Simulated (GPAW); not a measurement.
# Electronic dielectric constant of Al₂O₃ from LDA and PBE: effect of kernel, bands, local-field cutoff, k mesh and scissors shift

We calculate the static electronic dielectric constant ε∞ of Al₂O₃ for a field along x, with the ions clamped in the measured cell, and ask how far it moves when one setting is changed at a time. In the transparent range ε∞ is close to the square of the refractive index, so it matters for optical coatings. It is also the electronic part of the permittivity of a gate insulator, to which the lattice adds a larger share. Unless stated otherwise, changes are measured against the LDA, RPA run with a 6×6×6 mesh, 53 bands and a 60 eV local-field cutoff, which gives 3.15. The scissored Bootstrap run is measured against the RPA run with the same scissors shift, at 2.99.

## Method

The measured cell of a diffraction database, fixed. GPAW 26.7.0, plane waves with PAW (cutoff 450 eV), no spin polarisation, no spin-orbit coupling, clamped ions. Each name gives functional, response level, k mesh, size of the sum over states, local-field cutoff and any scissors shift of the empty bands; line broadening 0.1 eV. The smallest direct gap met on these meshes is 6.11 eV. The runs were spread over Arm Neoverse V1 and Arm Neoverse V2, shared with other work, so times are rough and not strictly comparable between rows.

Notes on method and selection:

- Meshes coarser than about 0.2 1/Å can put ε∞ too high by tens of per cent where the direct gap is small.
- Runs that did not converge, have known faults or may not be shown are not listed, and runs on Ansatz's PAW sets soft_1 and soft_2 are kept to separate tables.

Columns:

- bands: bands in the sum.
- scissors (eV): scissors shift.
- k spacing (1/Å): k-point spacing.
- ε∞: real dielectric constant at zero frequency, field along x.
- cost (core-s): processor time of the response step.

## The series

| member | bands | local-field cutoff (eV) | scissors (eV) | k spacing (1/Å) | ε∞ | cost (core-s) |
| --- | --- | --- | --- | --- | --- | --- |
| LDA, Bootstrap, 6×6×6, 53 bands, 60 eV, scissors 1 eV | 53 | 60 | 1 | 0.27 | 3.70 | 33 |
| LDA, RPA, 6×6×6, 53 bands, 20 eV | 53 | 20 | 0 | 0.27 | 3.25 | 29 |
| LDA, ALDA, 6×6×6, 53 bands, 60 eV | 53 | 60 | 0 | 0.27 | 3.18 | 51 |
| LDA, RPA, 3×3×3, 53 bands, 60 eV | 53 | 60 | 0 | 0.53 | 3.16 | 8.6 |
| LDA, RPA, 6×6×6, 53 bands, 60 eV | 53 | 60 | 0 | 0.27 | 3.15 | 35 |
| LDA, RPA, 6×6×6, 53 bands, 120 eV | 53 | 120 | 0 | 0.27 | 3.09 | 95 |
| PBE, RPA, 6×6×6, 53 bands, 60 eV | 53 | 60 | 0 | 0.27 | 3.08 | 28 |
| LDA, RPA, 6×6×6, 53 bands, 60 eV, scissors 1 eV | 53 | 60 | 1 | 0.27 | 2.99 | 34 |
| LDA, RPA, 6×6×6, 33 bands, 60 eV | 33 | 60 | 0 | 0.27 | 2.56 | 17 |

## Mechanism

The size of the sum over states and the Bootstrap kernel each move ε∞ by more than 0.5. Every other change moves it by 0.16 or less.

A scissors shift of 1 eV lowers ε∞ from 3.15 to 2.99. With the dipole matrix elements kept fixed and local fields neglected, a single mean transition energy E gives ε∞ − 1 ∝ 1/E. The two runs have 3.15 − 1 = 2.15 and 2.99 − 1 = 1.99, which require E = 1.99 × 1 / (2.15 − 1.99) = 12.4 eV, about twice the smallest direct gap of 6.11 eV. The static response is thus carried mostly by transitions well above the gap, and a rigid shift of 1 eV is a modest fraction of their energy.

Raising the local-field cutoff lowers ε∞, from 3.25 at 20 eV to 3.15 at 60 eV and 3.09 at 120 eV. The slope falls from 0.10 / 40 = 0.0025 per eV to 0.06 / 60 = 0.0010 per eV. A higher cutoff admits finer variations of the induced charge within the cell, and in RPA their fields can only reduce the macroscopic response. The decrease is slowing but has not stopped.

ALDA raises the RPA value by 0.03. Its kernel is attractive, which favours a larger response, but it is short-ranged and reaches the macroscopic field only through the local fields.

PBE gives 0.07 less than LDA in the same cell, so a change of volume plays no part. With 3.08 − 1 = 2.08, the one-energy picture would need the transition energies to rise on average by 12.4 × 0.07 / 2.08 = 0.42 eV. The smallest direct gap is larger in PBE, but by much less than this, so a uniform opening of the gap does not explain the difference. The top of the band sum, measured from the Fermi level, rises by more than the gap does, so transitions to higher bands may account for part of it. These runs cannot separate that from a change in the matrix elements.

Going from a 3×3×3 to a 6×6×6 mesh changes ε∞ by only 0.01. Both meshes are coarser than 0.2 1/Å, a spacing at which small-gap crystals can be badly wrong. Here the wide gap keeps any single k point from dominating the sum.

## Residuals

The Bootstrap run, at 3.70, lies 0.71 above the RPA run with the same scissors shift. Its kernel has a long-range attractive part that imitates the binding of electron and hole, and its strength is set by the screening itself. If only the macroscopic component is kept, the kernel multiplies ε∞ − 1 by ε∞ / (ε∞ − 1), where ε∞ is the final value. With 3.70 − 1 = 2.70, this predicts a factor of 3.70 / 2.70 = 1.37, and the runs give 2.70 / 1.99 = 1.36. The high value therefore follows from the construction of the kernel. In a weakly screening crystal such as this one the factor is large.

The 33-band run lies 3.15 − 2.56 = 0.59 below its 53-band partner because its sum is cut short. With three valence electrons per Al and six per O, the cell has 24 occupied bands, which leaves 9 empty bands in the smaller sum and 29 in the larger. With 2.56 − 1 = 1.56, the smaller sum recovers 1.56 / 2.15 = 0.73 of the larger one's ε∞ − 1. Each added empty band contributes to the static RPA response with the same sign, so the 53-band value itself still lies below that of a complete sum.

## What the accuracy costs

The 6×6×6 mesh costs 35 / 8.6 = 4.1 times as much as the 3×3×3 mesh and changes ε∞ by 0.01. Doubling the local-field cutoff to 120 eV costs 95 / 35 = 2.7 times as much and changes it by 0.06. Going from 33 to 53 bands roughly doubles the time, from 17 to 35 core-s, and changes ε∞ by 0.59, by far the best return. For this crystal the time is better spent on a larger band sum with the coarse mesh. Bootstrap and RPA with the same scissors shift take about the same time, so cost is no reason to prefer either. These times cover the response step only.

## Questions the table answers

**Are 53 bands, a 60 eV cutoff and a 6×6×6 mesh good to 2 % in RPA?**
The tolerance is 0.02 × 3.15 = 0.06. The mesh passes, since halving its density along each axis changes ε∞ by 0.01. The cutoff is at the limit, since doubling it changes ε∞ by 0.06. The bands are the weak point: the last 20 brought 0.59, and all those still missing would have to bring less than about a tenth of that. The table gives no evidence that they do, so the band sum should be enlarged first.

**How many bands matter as much as a 1 eV scissors shift?**
Between 33 and 53 bands, ε∞ rises on average by 0.59 / 20 = 0.030 per band. The scissors shift lowers it by 0.16, which corresponds to 0.16 / 0.030 ≈ 5 bands. A scissors correction applied to a 33-band sum would therefore be much smaller than the truncation error, and of the opposite sign to the correction that sum needs.

**What would Bootstrap give without the scissors shift?**
The macroscopic relation can be written (ε∞ − 1)² = (ε_RPA − 1) × ε∞. With ε_RPA = 3.15 the solution above 1 is about 3.9. As a check, 2.9 × 2.9 / 3.9 = 2.16, close to the required 3.15 − 1 = 2.15. For the scissored pair the same relation gives about 3.7, in line with the calculated 3.70, so about 3.9 is a reasonable estimate.

## Closing remarks

For this cell and field direction, the number of bands and the choice of a long-range kernel decide ε∞, while the k mesh hardly matters. The changes were made mostly one at a time, so their sum is only a first estimate when several are combined.

The remaining errors of the unscissored LDA, RPA value have different signs. More bands would raise it and a higher local-field cutoff would lower it. LDA gaps are too small, which makes ε∞ too high, whereas RPA omits the attraction between electron and hole, which makes it too low. A scissors shift in RPA repairs only the first of these last two errors. Agreement of any one row with a measured value could therefore come from cancellation. Experiment is not compared here.
